**When the band gap changes its owners**

Stretching a semiconductor by 1 % along every edge raises its volume by 3 %. If the band gap responds with a few electronvolts per unit of ln V, where V is the volume, such a stretch moves the gap by a few hundredths to about a tenth of an electronvolt. The slope of the gap against ln V is called a deformation potential. It is tempting to find it once, from a few nearby volumes, and to carry it far beyond them.

The table allows this shortcut to be tested on layered MoTe₂. The three cell edges are scaled by a common factor and the atoms are allowed to relax inside each cell. The unstrained cell and the atomic positions come from r2SCAN with a van der Waals term, the gaps from r2SCAN with spin-orbit coupling. The band gap is the energy from the highest filled level to the lowest empty one, wherever in the band structure the two lie. The least direct gap requires both levels to have the same crystal momentum, that is, to lie at the same k point.

Bulk MoTe₂ (P6₃/mmc, 6 atoms per cell), computed with Ansatz 0.2.0 using r2SCAN with spin-orbit coupling, PAW, a 500 eV plane-wave cutoff, a 12×12×2 k mesh and Fermi–Dirac smearing of 0.02 eV. Atomic positions were relaxed with r2SCAN-rVV10 in each uniformly scaled cell. The band gap is the least found over the mesh, named k points and any paths between them.

| volume (Å³/atom) | c/a | shortest distance (Å) | band gap (eV) | least direct gap (eV) |
| --- | --- | --- | --- | --- |
| 22.714 | 4.0024 | 2.685 | 0.658 | 0.907 |
| 23.431 | 4.0023 | 2.694 | 0.716 | 1.033 |
| 24.164 | 4.0023 | 2.703 | 0.777 | 1.131 |
| 24.911 | 4.0023 | 2.712 | 0.839 | 1.085 |
| 25.673 | 4.0023 | 2.721 | 0.870 | 1.009 |
| 26.451 | 4.0022 | 2.729 | 0.862 | 0.936 |
| 27.245 | 4.0023 | 2.738 | 0.751 | 0.867 |
| 28.054 | 4.0023 | 2.747 | 0.640 | 0.803 |
| 28.879 | 4.0023 | 2.755 | 0.532 | 0.745 |

**(a) Find the deformation potential from the first and third rows, and use it to predict the gap at the largest volume. Does anything in the first three rows warn of the result?**

*Solution.* From the first row to the third the gap grows from 0.658 to 0.777 eV, which is 0.119 eV. The logarithm of the volume grows by ln(24.164/22.714) = 0.0619. The slope is therefore 0.119/0.0619 ≈ 1.92 eV.

From the third row to the last, ln V grows by ln(28.879/24.164) = 0.178. The predicted rise is 1.92 × 0.178 ≈ 0.34 eV, and the predicted gap is 0.777 + 0.34 ≈ 1.12 eV. The calculation gives 0.532 eV. The prediction is more than twice the computed gap, and it has the sign of the change wrong.

The band gap itself gives no warning in the first three rows. Its two steps, 0.058 and 0.061 eV, are almost equal, so a straight line describes them well. The least direct gap rises as well, though its steps shrink from 0.126 to 0.098 eV. This shows that the direct gap is bending, but not that the band gap will fall. A good local fit shows that the slope is well determined where it was taken. It doesn't show how far the slope may be carried.

The failure becomes visible further down the column. The next steps are 0.062, 0.031 and −0.008 eV, and then three steps of about −0.11 eV follow. Nearly constant steps, a quick change, and nearly constant steps again are the mark of straight pieces joined at bends. A single smooth parabola would have a slope that keeps changing at the same rate, also in the last rows.

One limit matters to anyone who wants to turn the slope into a pressure coefficient. In the smallest cell, keeping the proportions takes more than one and a half times as much stress within the layers as across them. Under a truly uniform pressure the cell would take another shape, so the slopes here belong to equal scaling of the edges.

**(b) The same calculations record where the band edges lie. In the first three rows the highest filled level is at K and the lowest empty one at Q, a point between Γ and K. In the next two rows they are at Γ and Q, and in the last four at Γ and K. Use this to explain the failure, and estimate where the gap is largest.**

*Solution.* The slope in part (a) belongs to the pair K→Q. By the last row neither the filled level nor the empty level of that pair is an edge of the gap: Γ has taken over at the top of the filled band and K at the bottom of the empty one. The extrapolation followed a pair of levels that no longer sets the gap.

Each pair has a slope of its own because a strain doesn't move all levels equally. At Γ an electron wave has the same phase in every cell of a layer, while at K the phase turns by a third of a cycle from one cell to the next. For one simple orbital per cell with six equal neighbours, the neighbour contributions add up to +6 units at Γ and −3 units at K. When the cells move apart and the overlap weakens, these two levels shift in opposite directions.

The real band edges mix several orbitals and also feel the neighbouring layers, so this picture shows how the slopes can differ but doesn't give their values. The distances support its starting point. From the first row to the last the cell edges grow by 8.3 %, while the Mo–Te bond grows by only 2.6 %. The distances between equivalent atoms in neighbouring cells thus change much more than the bond does.

The simple model follows directly. Let each pair have a straight line in ln V, and let the gap be the lowest line at each volume. The lowest of several straight lines can bend only one way: at each switch, going to larger volume, the slope must fall. The slopes found here do so, being about 1.9 eV for K→Q, 1.0 eV for Γ→Q and −3.8 eV for Γ→K. The first two come from two rows each, the last from a least-squares line through the four largest volumes.

The larger fall in slope comes at the second switch, where the empty edge moves from Q to K. This switch also decides where the gap is largest. At the unstrained volume of 25.673 Å³/atom the Γ→Q gap is 0.870 eV, while the Γ→K line, extended from the larger volumes, gives 0.974 eV. The two are 0.104 eV apart and approach each other at 1.03 + 3.76 ≈ 4.8 eV per unit of ln V.

They therefore meet after ln V has grown by 0.104/4.8 ≈ 0.022, at a volume of about 26.2 Å³/atom. The gap there is 0.870 + 1.03 × 0.022 ≈ 0.89 eV. This point lies between two computed rows, so it is an estimate and has not been checked by a calculation of its own. The same division serves for any two competing pairs: their distance in energy over their difference in slope tells how much strain is left before the old deformation potential expires.

How well does the picture hold? If only the K→Q and Γ→K lines are kept and the lower one is taken, the nine gaps are met with a root-mean-square miss of 0.008 eV; a parabola through all nine rows misses by 0.024 eV. The two lines use four constants and the parabola three, so the recorded edge positions are the stronger evidence. The worst miss of the two lines is at the unstrained cell, which was used for neither of them: they give 0.023 eV too much.

That miss has a likely source. The two lines leave out the first switch, in which Γ rises above K in the filled band. At the unstrained cell the direct gap at K is 1.009 eV and the extended Γ→K line gives 0.974 eV, which puts Γ about 0.035 eV above K. Leaving out this rise makes the predicted gap too large by an amount of the observed size, although a slight bend in the K→Q gap prevents an exact account.

The least direct gap adds a caution. It lies at K in every row, yet it rises up to 24.164 Å³/atom and falls afterwards. A change of k point can't be the reason. The recorded energies give the filled level at K in seven of the nine rows, and it moves smoothly through them. The turn therefore comes from the empty level. Probably two empty levels at K exchange their order, although the orbital make-up, which would confirm it, isn't available. The Γ→K line should therefore not be trusted at the three smallest volumes.

**(c) If the gap is read only from the regular mesh of k points, it comes out too large by 0.070 eV at the smallest volume and by 0.046 eV at the unstrained one. In the last four rows it agrees with the table. Why does the error vanish, and what does it do to the strain response?**

*Solution.* The mesh divides each in-plane direction into twelve parts. Γ lies on it at 0, and K lies on it at 4/12 along both directions. Q lies between the mesh points at 2/12 ≈ 0.167 and 3/12 = 0.250. The mesh steps over the bottom of this valley and reports a level on its slope.

The error appears in exactly the five rows in which Q is the empty edge. It vanishes when K takes over, because K happens to be a mesh point. The sampling has not become finer or better in the last four rows; the gap has moved to a place where the mesh can see it. Agreement at one strain is thus no proof that the same mesh will serve at another.

An error that switches off along the series also distorts the trend. Between 25.673 and 26.451 Å³/atom the tabulated gap falls by only 0.008 eV. The mesh gap falls from 0.870 + 0.046 = 0.916 eV to 0.862 eV, a drop of 0.054 eV. Most of that apparent response to strain is the sampling error disappearing.

The direction of the error is fixed. A search over fewer points can miss a higher filled level or a lower empty one, so it can only make the gap too large. The remedy is to follow the bands between the mesh points and to compare the positions of the edges with the mesh at each strain. Even the tabulated gaps in the first five rows may be slightly too large, since the label of the point used for Q suggests that it was located with another functional, PBE. The minimum in the present calculation could lie a little to the side.

Better sampling doesn't repair the functional. Functionals of this semilocal kind usually make band gaps too small, and the table has no reference value from which to tell by how much here. The two errors then act in opposite directions. A coarse mesh may bring a gap closer to experiment, and the agreement would come from a missed valley rather than from a better description of the electrons.
